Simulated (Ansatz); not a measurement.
## InF (SMILES [F][In]): methods side by side

InF has 2 atoms, charge 0, and is taken as a singlet. SMILES: `[F][In]`. The coordinates come from a PBE0-D4/def2-TZVP relaxation.

```xyz
2

F     0.0000    0.0000    0.0159
In    0.0000    0.0000    2.0096
```

Each level gives the electronic atomisation energy (eV). The values are calculated. Electronic energies at fixed atoms, without zero-point motion or spin-orbit coupling.

```csv
level,kind,program,value (eV),less FCI/STO-3G,CPU time (all runs)
SVWN5/STO-3G,LDA,Ansatz,7.26,+2.93,1.7 s
PBE/STO-3G,GGA,Ansatz,6.57,+2.24,3.2 s
revPBE/STO-3G,GGA,Ansatz,6.34,+2.01,3.1 s
wB97X/STO-3G,range-separated hybrid,Ansatz,5.50,+1.17,8.8 s
B2PLYP/STO-3G,double hybrid,Ansatz,5.22,+0.89,2.7 s
RPA@PBE/STO-3G,RPA,Ansatz,3.65,-0.68,3.9 s
CCSD/STO-3G,coupled cluster or CI,Ansatz,4.04,-0.29,0.84 s
FCI/STO-3G,exact in the basis,Ansatz,4.33,0.00,1.1 s
```

FCI/STO-3G is exact within its basis and frozen core, so for wave-function methods in that basis the difference is their error; functionals converge differently with the basis, so for them it is only a difference. All-electron rows without a relativistic Hamiltonian named are non-relativistic. The values span 3.65 to 7.26 eV. All rows use very small basis sets, so even the best lies far from the true value. In the correlated wave-function rows the outer d shell of In is correlated, in sets not made for it. CPU times are rough (shared hosts, several kinds of processor): they show what a rung costs within a factor of a few.

All levels give InF as bound with respect to its atoms, as expected for a strongly polar In(I)–F bond. Charge moves from the In 5p orbital into the F 2p shell, the In 5s pair stays largely non-bonding, and fluoride can donate weakly into the empty In 5p π orbitals. The full-CI value of 4.33 eV is nevertheless low for a bond known to be strong, probably because a minimal basis cannot let the fluorine 2p shell expand as it takes up charge.

Binding weakens steadily from LDA through the GGAs to the hybrid and double hybrid, probably because gradient corrections and exact exchange favour the separated atoms. RPA breaks away from this sequence and falls below full CI. CCSD also underbinds, and its 0.29 eV shortfall measures the net effect of excitations beyond its ansatz, which is not negligible even for this single bond. Spin-orbit coupling would lower the open-shell In atom more than the closed-shell molecule, and so reduce the atomisation energy at every level.
